Question: deuterium couplings on phosphorus

I am looking at this series of phosphines R–PH–CH₂CF₃, in which only the group R changes.

PySCF 2.14.0, PBE0/pcSseg-1 with density fitting, non-relativistic, gas phase, at GFN2-xTB geometries. The core is *PCC(F)(F)F (SMILES) with the group * varied; the marked atom is the P that carries it. The 2H coupling is the quadrupole coupling eQq/h of the deuteron on this P, with a 2H quadrupole moment of 0.00286 barn.

```
     group *     formula  binding atom  its electronegativity  bond from the marked atom to the group (Å)  sum of bond angles at the marked atom (°)  torsion about that bond, heaviest neighbours (°)  2H coupling on it (MHz)  IAO charge of the marked atom (e)
*[Si](C)(C)C  C5H12F3PSi            Si                  1.900                                       2.285                                        288                                                24                    0.139                               0.04
       *CC#N    C4H5F3NP             C                  2.550                                       1.879                                        286                                                53                    0.124                               0.39
       *C#CC     C5H6F3P             C                  2.550                                       1.761                                        285                                               n/a                    0.125                               0.43
         *CC     C4H8F3P             C                  2.550                                       1.859                                        289                                                46                    0.129                               0.35
     *C1CCC1    C6H10F3P             C                  2.550                                       1.859                                        287                                                67                    0.127                               0.35
   *C(C)(C)C    C6H12F3P             C                  2.550                                       1.889                                        290                                                54                    0.128                               0.33
     *CC(C)C    C6H12F3P             C                  2.550                                       1.859                                        286                                               179                    0.129                               0.35
```

The silyl row stands out, and I can't make it fit my usual picture of charge and field gradient. My questions, from the simplest up:

1. Which nucleus does the coupling belong to, and what if it were ordinary hydrogen?
2. What would change if the deuteron sat on carbon instead of phosphorus?
3. Does the electronegativity of the binding atom explain the series?
4. Phosphorus is least positive beside silicon. Shouldn't that lower the coupling?
5. Is the phosphorus charge then of any use?
6. What could raise the coupling in the silyl compound?
7. Which digits can I trust?

Answer

1. The column "2H coupling on it" belongs to the deuteron bound to phosphorus. The phosphorus nucleus ³¹P has spin 1/2 and therefore no quadrupole coupling of its own. The same holds for an ordinary proton, so replacing deuterium by hydrogen would remove the coupling. The electric field gradient at that site would stay the same in this calculation, because it depends on the electrons and the fixed nuclear positions, not on the isotope.

2. The coupling would be larger. In the cyanomethyl and tert-butyl compounds, the same calculation gives deuterons on the CH₂ of the CH₂CF₃ group about 1.6 times the coupling of the deuteron on phosphorus. A simple reason is that the partner atom's core, its nucleus plus inner electrons, produces a gradient at the deuteron of

V = 2Z/r³ (atomic units)

where Z is the core charge and r the bond length. Carbon has Z = 4 and phosphorus Z = 5, but with rough lengths of 1.1 Å for C–H and 1.4 Å for P–H the shorter bond wins:

(4/5) × (1.4/1.1)³ ≈ 1.6

The valence electrons cancel most of this core gradient, and the ratio survives only if they cancel a similar share in both bonds. The agreement supports the picture without proving it. What matters for the other questions is that the coupling is a remainder: a small change in bond length or in the valence electrons can shift it noticeably.

3. Only in part. Silicon is less electronegative than carbon, and the silyl compound has the largest coupling, 0.139 MHz, against 0.124 to 0.129 MHz for the carbon groups. With one silicon compound this is a contrast between two elements, not a trend with electronegativity. Pauling's value is also the same for every carbon group, yet cyanomethyl and propynyl lie below all four alkyls. Both attract electrons more strongly than an alkyl group does, one through its nitrile and the other through its triply bonded carbon, and a value tabulated for the element can't show that.

4. In the simplest picture it should. Treat the change in phosphorus charge, Δq, as a point charge at the phosphorus nucleus. The gradient at the deuteron then changes by

ΔV = 2Δq/r³

The IAO charge of phosphorus, which assigns electrons to atoms through atom-like orbitals, is lower by 0.33 e in the silyl compound than in the average carbon compound. A bond of 1.4 Å is about 2.6 bohr, and its cube is close to 19, so

ΔV ≈ 2 × (−0.33)/19 ≈ −0.035 atomic units

One atomic unit of gradient corresponds to 0.67 MHz for deuterium, which makes the expected change about −0.02 MHz. The calculated coupling is instead higher by 0.012 MHz. Charges fitted to the electrostatic potential give a smaller predicted drop, but still a drop. The point-charge picture thus fails in sign with both sets of charges.

The estimate keeps the P–H length fixed, although it may differ between the compounds; question 6 returns to that. Another weak step is placing the extra electrons at the phosphorus nucleus. Valence electrons are spread over the lone pair and the bonds, and their effect on the deuteron depends on distance and direction. An atomic charge counts these electrons but says little about where they are.

5. Yes, as a marker. Among the carbon groups, a more positive phosphorus broadly goes with a smaller coupling. I fitted a straight line to those six compounds alone and used it to predict the silyl compound, which was not part of the fit. The line gives 0.142 MHz, close to the calculated 0.139 MHz; the printed output below has the details.

That success deserves caution. The slope rests mainly on the gap between the alkyls and the two groups with triple bonds, the silyl charge lies far outside the fitted range, and the uncertainty of the slope alone makes the prediction uncertain by about 0.006 MHz. The slope also has the opposite sign to the point-charge formula, so it can't be read as the direct effect of charge on the deuteron. More likely, the charge changes together with something else that the group R does to the P–H bond.

6. Two causes seem plausible, and neither has been tested here. The first is a shorter P–H bond. If the whole coupling scaled as 1/r³, a shortening of about 0.04 Å would account for the silyl excess, and a steeper dependence would need less. The second is a shift of valence electrons away from the region between phosphorus and the deuteron. Those electrons oppose the gradient of the core, so losing some of them would leave a larger remainder even at a fixed bond length.

7. Trust the silyl contrast more than the ranking of similar groups. The silyl value exceeds even the largest carbon value by 0.010 MHz, while the four alkyls differ by no more than 0.002 MHz. Each molecule was calculated in a single conformer, and the alkyls have quite different torsions about the P–R bond, so their order should not be interpreted. The gap between the alkyls and the two groups with triple bonds is suggestive, but it too is only a few thousandths of a megahertz.

The absolute values are probably less secure than the differences, because part of the error should be common to all rows. The basis set is small and was designed for magnetic shieldings, the geometries come from a semiempirical method, and real molecules vibrate. For comparison with an experiment I would quote roughly 0.13 MHz for the carbon groups and treat even the second decimal as uncertain, since no larger basis set or better geometry was tried.

The silyl contrast also depends on those geometries. If the semiempirical method made the P–H bond a few hundredths of an ångström too short beside silicon but not beside carbon, that error alone could produce the contrast. This leads back to question 6. Recalculating the silyl and ethyl compounds with the same P–H length would separate the two causes. The part of the excess that disappears comes from the bond length, and the part that remains comes mainly from the electrons, though differences in angles and conformer may contribute. How large each part is remains open in this table.

Numerical output:

```
Coupling and charges:
           row  2H coupling MHz  P charge IAO e  P charge ESP e  H charge IAO e
  *[Si](C)(C)C            0.139            0.04         -0.4154          -0.017
         *CC#N            0.124            0.39         -0.2061         -0.0069
         *C#CC            0.125            0.43         -0.0795         -0.0062
           *CC            0.129            0.35         -0.3261         -0.0369
       *C1CCC1            0.127            0.35         -0.3944         -0.0307
     *C(C)(C)C            0.128            0.33         -0.3723         -0.0286
       *CC(C)C            0.129            0.35         -0.2647         -0.0337
Silyl coupling less mean of carbon groups, MHz: 0.012
Silyl coupling above mean of carbon groups, percent: 9.449
Silyl coupling less largest carbon value, MHz: 0.01
Spread of all carbon groups, MHz: 0.005
Spread of the four alkyls, MHz: 0.002
Mean alkyl less mean of the two triple-bond groups, MHz: 0.00375
MHz per atomic unit of field gradient: 0.672
P charge, silyl less carbon mean, IAO, e: -0.3267
Point-charge shift for silyl from IAO charges, MHz: -0.02371
Point-charge shift for silyl from ESP charges, MHz: -0.01027
fit of cq_d on 6 rows (en > 2.2): constant 0.1433 +/- 0.0066, coefficient of q_iao -0.04455 +/- 0.018; rms 0.0012, worst *CC#N 0.00196, leave-one-out rms 0.00207
  rows outside the fit (model, value, miss): *[Si](C)(C)C 0.1416, 0.139, 0.00255
P-H shortening for the silyl excess if coupling goes as 1/r^3, A: 0.04151
C-D over P-D coupling, cyanomethyl row: 1.59
C-D over P-D coupling, tert-butyl row: 1.592
C-D over P-D from core charge over r^3 (4 and 5 e): 1.649
Part of the P core gradient that survives, cyanomethyl row: 0.3426
```
